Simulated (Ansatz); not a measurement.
**Ta₂O₅: moving Ta off its site**

Ta₂O₅, Pmmm, a = 3.666 Å, b = 3.857 Å, c = 6.456 Å. The structure is a Materials Project entry; whether it is the stable form wasn't checked. Ansatz: r2SCAN, PAW, 500 eV, Γ-centred 8×8×4 mesh on 7 atoms, Gaussian smearing 0.05 eV; no spin polarisation.

```yaml
crystal:
  lattice:
    - [3.66565, 0.00000, 0.00000]
    - [0.00000, 3.85735, 0.00000]
    - [0.00000, 0.00000, 6.45619]
  atoms:
    - { symbol: Ta, position: [0.50000, 0.00000, 0.50000] }
    - { symbol: Ta, position: [0.00000, 0.00000, 0.00000] }
    - { symbol: O, position: [0.50000, 0.50000, 0.50000] }
    - { symbol: O, position: [0.00000, 0.00000, 0.67967] }
    - { symbol: O, position: [0.00000, 0.50000, 0.00000] }
    - { symbol: O, position: [0.50000, 0.00000, 0.00000] }
    - { symbol: O, position: [0.00000, 0.00000, 0.32033] }
```

Atom 1 (Ta) moves by x along the unit vector (-0.845, 0.000, 0.535), with its periodic images; all else is held. y is the free energy of the cell over the start, F the force along the path summed over the moved atoms. Symmetry makes y even in x.

| x (Å) | y (meV) | F (eV/Å) |
| --- | --- | --- |
| -0.600 | ? | ? |
| -0.300 | -153.7 | 0.47 |
| 0.000 | 0.0 | 0.00 |
| 0.075 | -23.9 | 0.61 |
| 0.150 | -83.1 | 0.89 |
| 0.225 | -143.2 | 0.60 |
| 0.375 | -48.0 | -2.54 |
| 0.450 | 259.4 | -5.90 |
| 0.525 | 878.8 | -10.93 |

Fit y = c2 x² + c4 x⁴ to the energies of the other rows, give the force constant, and predict energy and force of the missing row.

Least squares on the rows shown. y = −4070.6 x² + 26362 x⁴. The force constant is 2 c2 = -8.14 eV/Å², negative: the site is a maximum along this line (for all images moving together, not for a lone atom). The force −dy/dx at the missing row is 17.89 eV/Å (computed 18.12). At x = -0.600 the fit asked for gives 1951.1 meV. The run gave 1952.4 meV, so the fit is 1.3 meV too low, within the rms miss on the fitted rows (3.2 meV).

Spin–orbit coupling is left out, which can shift energies with elements as heavy as these.

The central Ta position is a saddle point, not a minimum: the energy falls to -153.7 meV at -0.300 Å, and the change in sign of the force places the well bottom between 0.225 and 0.300 Å from the centre. The path points straight at one of the more distant oxygens in the ac plane, so the displacement shortens one Ta–O contact and stretches the opposite one. For formally d⁰ Ta(V), the likely driving force is a second-order Jahn–Teller effect, in which off-centring strengthens the mixing of filled O 2p with empty Ta 5d states. Further out, short-range repulsion from the approached oxygen takes over and produces the steep quartic wall.

Because the force vanishes at the centre, negative curvature along even this one line implies at least one unstable zone-centre mode of the Pmmm structure at the fixed cell. The line need not follow that mode, however, and relaxing the oxygens would probably deepen the well, so its depth is not the barrier between fully relaxed distorted structures.
